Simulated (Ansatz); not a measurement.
# A correction line for r2SCAN-D4/def2-TZVPP: vertical ionisation energy

The vertical ionisation energy (cation less neutral) in eV of 8 molecular compounds of Nb: x at r2SCAN-D4/def2-TZVPP, y at CCSD(T)/def2-TZVPP. Shapes, held fixed at every level: PBE0-D4/def2-TZVP. Flexible molecules stand in one conformer, not always the lowest. Programs: Ansatz 0.2.0.

```
                                          molecule  x (eV)  y (eV)
     C2H8FN2Nb (SMILES C[N]=[Nb]([CH3])([NH2])[F])    8.75    9.35
   C2H8ClN2Nb (SMILES C[N]=[Nb]([CH3])([NH2])[Cl])    8.80    9.40
     C3H10NNbO3 (SMILES C[O][Nb](=[NH])([O]C)[O]C)    9.00    9.63
C3H9F3NNbO (SMILES C[O][Nb]([F])([F])([F])[N](C)C)    9.08    9.48
     CH5ClNNbOS (SMILES C[O][Nb]([NH2])(=[S])[Cl])    9.29    9.59
                                     Nb(NH2)(OH)2O    9.86   10.16
                     NbCl5 (niobium pentachloride)   10.65       ?
                                         Nb(OH)3F2   11.33   11.97
```

Problem. Fit y = c + s·x to the known rows and predict y for NbCl5.

Solution. 
1. Means of the 7 rows: x = 9.4443, y = 9.940.
2. Σ(Δx)² = 4.9798, Σ(Δx·Δy) = 5.0363, so the slope is 5.0363/4.9798 = 1.0113.
3. Intercept: 9.940 − (1.0113) × 9.4443 = 0.389. The largest residual of the fit is 0.20.
4. NbCl5: 0.389 + 1.0113 × 10.65 = 11.16 eV.

CCSD(T)/def2-TZVPP gives 11.19 eV, so the prediction is off by -0.03 eV, within the largest residual. Uncorrected, r2SCAN-D4/def2-TZVPP misses it by -0.54 eV, and the other rows by 0.50 on average. The line removes about 90 % of this miss. Left out in turn, the other rows are missed by 0.27 eV on average. Cations run unrestricted. For atoms past krypton def2 sets carry core potentials with scalar relativity. Outer-core shells of Nb are correlated, in sets that cover them unevenly.

All eight compounds are formally Nb(V) with an empty 4d shell, so the electron leaves orbitals that are mainly ligand in character. This explains the order of the energies: the six molecules with amide or imide nitrogen, whose lone pairs and π orbitals lie high, ionise more easily than NbCl5 and Nb(OH)3F2, which have none. Exchanging F for Cl in the methylimido pair barely matters, which suggests that the hole sits mostly on nitrogen there.

r2SCAN gives too low an energy in every row, possibly because it overstabilises a hole spread over several ligands. With a slope of 1.0113, the line is little more than a constant upward shift, and NbCl5 fits well because its own miss is close to the average. The shortfall doesn't grow steadily with x, being smallest for the sulfide and Nb(NH2)(OH)2O. The slope also leans heavily on Nb(OH)3F2, the only fitted point at the high end, so the error of -0.03 eV is partly good fortune and no measure of the line's general accuracy.
